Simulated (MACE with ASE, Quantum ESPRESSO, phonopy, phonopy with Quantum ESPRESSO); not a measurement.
# Transverse optical zone-centre mode of rocksalt NaF against volume: PBE+D3(BJ) and MACE-MP-0b2 small

Sodium fluoride is built from closed-shell Na⁺ and F⁻ ions, each with six neighbours of the other kind. In its optical zone-centre mode the two sublattices move against each other, so the frequency measures how stiffly the ions are held at a given spacing. We ask how this frequency changes with volume, and whether PBE+D3(BJ) and the machine-learned potential MACE-MP-0b2 small give the same mode Grüneisen parameter $\gamma = -\,d\ln\omega/d\ln V$. The parameter matters because it converts a change of volume, by pressure or by heating, into a shift of the mode. Each level is followed over six volumes, from 3 % below to 5 % above its own static volume $V_0$. The frequencies are harmonic and leave out the macroscopic field.

## Method

One crystal, NaF (rocksalt), taken from a measured cell of the Crystallography Open Database (known phase), directly or through a relaxation at another level, and relaxed at each level to its static volume V0; then scaled volumes, with shape and atoms relaxed at fixed volume where symmetry leaves them free. Quantum ESPRESSO 7.5 rows: plane waves at 45 Ry, no spin, finite atomic displacements in 2×2×2 supercells with phonopy 4.10. Machine-learned potentials: finite atomic displacements of 0.02 Å in 4×4×4 supercells with phonopy 4.10. The same in all rows: lowest frequency along the high-symmetry path, interpolated; zero means stable, negative imaginary: 0.0 cm⁻¹.

Notes on method and selection:

- Minus the slope of ln ω against ln V is the mode Grüneisen parameter.
- Harmonic values at the static lattice; measured values carry thermal expansion and anharmonic shifts at their temperature.
- MACE-MP-0b2 is a published machine-learned interatomic potential trained on PBE and PBE+U data; it has no electrons, no dipole term and hence no LO-TO splitting.
- Runs that did not converge, have known faults or may not be shown are not listed, and runs on Ansatz's PAW sets soft_1 and soft_2 are kept to separate tables.

Columns:

- volume (Å³): volume per atom.
- pressure (GPa): static pressure at that volume, compression positive.
- highest Γ mode (cm⁻¹): highest optical mode at the zone centre, without the macroscopic field (no LO-TO term).

## Data

```
member        level of theory                      volume (Å³)  pressure (GPa)  highest Γ mode (cm⁻¹)
V/V0 = 0.97   MACE-MP-0b2 small                    12.410       1.38            250.9
V/V0 = 0.985  MACE-MP-0b2 small                    12.602       0.66            241.8
V/V0 = 1      MACE-MP-0b2 small                    12.793       0.00            232.9
V/V0 = 1.015  MACE-MP-0b2 small                    12.985       −0.62           224.2
V/V0 = 1.03   MACE-MP-0b2 small                    13.177       −1.19           215.8
V/V0 = 1.05   MACE-MP-0b2 small                    13.433       −1.90           204.8
V/V0 = 0.97   PBE+D3(BJ), GBRV (Quantum ESPRESSO)  12.142       1.65            271.0
V/V0 = 0.985  PBE+D3(BJ), GBRV (Quantum ESPRESSO)  12.330       0.79            261.8
V/V0 = 1      PBE+D3(BJ), GBRV (Quantum ESPRESSO)  12.518       0.00            252.9
V/V0 = 1.015  PBE+D3(BJ), GBRV (Quantum ESPRESSO)  12.706       −0.72           244.2
V/V0 = 1.03   PBE+D3(BJ), GBRV (Quantum ESPRESSO)  12.894       −1.39           235.7
V/V0 = 1.05   PBE+D3(BJ), GBRV (Quantum ESPRESSO)  13.144       −2.19           224.6
```

Least-squares fits to the whole series, with x = volume (Å³); R² and errors in the fitted variable (y, or ln y where the fit is in ln y):

```
y                      level of theory                      members  fit                            R²    rms residual  leave-one-out rms  the same for the mean of the others
highest Γ mode (cm⁻¹)  MACE-MP-0b2 small                    6        ln y = 11.9781 − 2.56146 ln x  1.00  0.0015        0.0028             0.082
highest Γ mode (cm⁻¹)  PBE+D3(BJ), GBRV (Quantum ESPRESSO)  6        ln y = 11.5074 − 2.36459 ln x  1.00  0.0014        0.0026             0.076
```

## The trend and its physics

The mode softens at every step of expansion, from 271.0 to 224.6 cm⁻¹ with PBE+D3(BJ) and from 250.9 to 204.8 cm⁻¹ with MACE. The fitted Grüneisen parameters are 2.36 and 2.56, so the potential's value is about 8 % higher.

A two-parameter model follows from four assumptions.

1. The Na and F sublattices move as rigid units in a harmonic well. With reduced mass $\mu$ and one net force constant $K$,
$$\omega = \sqrt{K/\mu}.$$

2. The masses do not change with volume, so only $K$ can shift the mode.

3. $K$ depends on the Na–F distance $r$ alone, as a single power:
$$K = K_0\,(r/r_0)^{-n}.$$

4. The crystal stays cubic with both ions on fixed sites, so $r \propto V^{1/3}$.

Putting 3 and 4 into 1 gives
$$\omega = \omega_0\,(V/V_0)^{-n/6}, \qquad \gamma = n/6.$$

The two parameters are $\omega_0$ and $\gamma$. The fitted slopes correspond to $n$ = 6 × 2.36 = 14.2 for PBE+D3(BJ) and 6 × 2.56 = 15.4 for MACE. Such high powers mean that a small change of distance has a large effect: 1 % in $r$ changes the force constant by roughly 15 %. Overlap repulsion between the ions, which rises steeply as they approach, supplies the stiffness.

The power law describes both series well. Its leave-one-out error in $\ln\omega$ is 0.0026 for PBE+D3(BJ) and 0.0028 for MACE, against 0.076 and 0.082 for the mean of the other members.

## Testing the model

We fix the model on the PBE+D3(BJ) members V/V0 = 0.985 and V/V0 = 1.015:

$\gamma$ = ln(261.8 / 244.2) / ln(12.706 / 12.330) = 2.317

The other four members of that level then follow from 261.8 cm⁻¹ at 12.330 Å³ per atom:

- V/V0 = 0.97: 261.8 × (12.330 / 12.142)^2.317 = 271.3 cm⁻¹; table 271.0.
- V/V0 = 1: 261.8 × (12.330 / 12.518)^2.317 = 252.8 cm⁻¹; table 252.9.
- V/V0 = 1.03: 261.8 × (12.330 / 12.894)^2.317 = 236.0 cm⁻¹; table 235.7.
- V/V0 = 1.05: 261.8 × (12.330 / 13.144)^2.317 = 225.8 cm⁻¹; table 224.6.

The same two volume ratios give ln(241.8 / 224.2) / ln(12.985 / 12.602) = 2.52 for MACE, which is 0.21 above PBE+D3(BJ). This compares the levels at different densities, since the static volume of MACE is larger, 12.793 against 12.518 Å³ per atom. Near 12.8 Å³ the PBE+D3(BJ) members V/V0 = 1.015 and 1.03 give ln(244.2 / 235.7) / ln(12.894 / 12.706) = 2.41, and the gap shrinks to 0.11. About half of the disagreement in $\gamma$ therefore goes with the volume.

The frequencies behave alike. At their own static volumes the levels differ by 252.9 − 232.9 = 20.0 cm⁻¹. Linear interpolation of PBE+D3(BJ) to 12.793 Å³ gives 244.2 − (244.2 − 235.7) × (12.793 − 12.706) / (12.894 − 12.706) = 240.3 cm⁻¹, and the difference from MACE falls to 240.3 − 232.9 = 7.4 cm⁻¹. The dispersion term, present in one level only, is a likely contributor to the difference in volume, because it draws the ions together.

## Outliers

Largest departures from the fit to the whole series:

```
member       level of theory                      highest Γ mode (cm⁻¹)  fit    computed − fit  computed / fit  in rms residuals (of ln y)
V/V0 = 1.05  PBE+D3(BJ), GBRV (Quantum ESPRESSO)  224.6                  225.0  −0.4            1.00            1.4
V/V0 = 1.05  MACE-MP-0b2 small                    204.8                  205.2  −0.4            1.00            1.4
V/V0 = 0.97  MACE-MP-0b2 small                    250.9                  251.4  −0.5            1.00            1.3
V/V0 = 0.97  PBE+D3(BJ), GBRV (Quantum ESPRESSO)  271.0                  271.5  −0.5            1.00            1.2
```

The model fails by curvature. Carried to V/V0 = 1.05, it lies 1.2 cm⁻¹ too high for PBE+D3(BJ), and the same construction for MACE lies 1.0 too high. Between the first two and the last two volumes, $\gamma$ rises from ln(271.0 / 261.8) / ln(12.330 / 12.142) = 2.25 to ln(235.7 / 224.6) / ln(13.144 / 12.894) = 2.51 with PBE+D3(BJ), and from ln(250.9 / 241.8) / ln(12.602 / 12.410) = 2.41 to ln(215.8 / 204.8) / ln(13.433 / 13.177) = 2.72 with MACE.

The single power law of assumption 3 is at fault. An exponential repulsion would make $\gamma$ grow only in proportion to $r$, by about 2 % here, where the rise is about 12 %. A more likely explanation is that $K$ is a difference: repulsion minus an electrostatic term that favours the displacement. For rigid, unpolarisable ions of charge $\pm e$, with $v$ the volume of the primitive cell (two atoms), that term is

$$\frac{4\pi}{3}\,\frac{e^2}{4\pi\varepsilon_0 v} \approx 4.2 \times 14 / 25 \approx 2.4\ \text{eV/Å}^2,$$

as large as the net $K = \mu\omega^2$, also about 2.4 eV/Å² for $\mu \approx 10$ u at 252.9 cm⁻¹. On expansion the repulsion fades faster than the electrostatic term, so the remainder falls ever more steeply.

## Summary

From 0.97 to 1.05 $V_0$, a constant $\gamma$ reproduces the mode to about 1 cm⁻¹. The levels agree on $\gamma$ to about 8 %, less than its own change across the range, so a quoted value should name its volume. With no measured row, neither level can be called the more accurate.

The macroscopic field, left out here, raises the longitudinal partner of this mode, so the tabled mode is the transverse one. Nor does its $\gamma$ stand for the whole crystal: at both levels a small share of modes elsewhere in the zone has a negative Grüneisen parameter.

[Logs are printed without paths, hosts, clocks, repeated set-up lines and the standing remarks that a program may print on its own settings, such as how far it seeks lower states.]
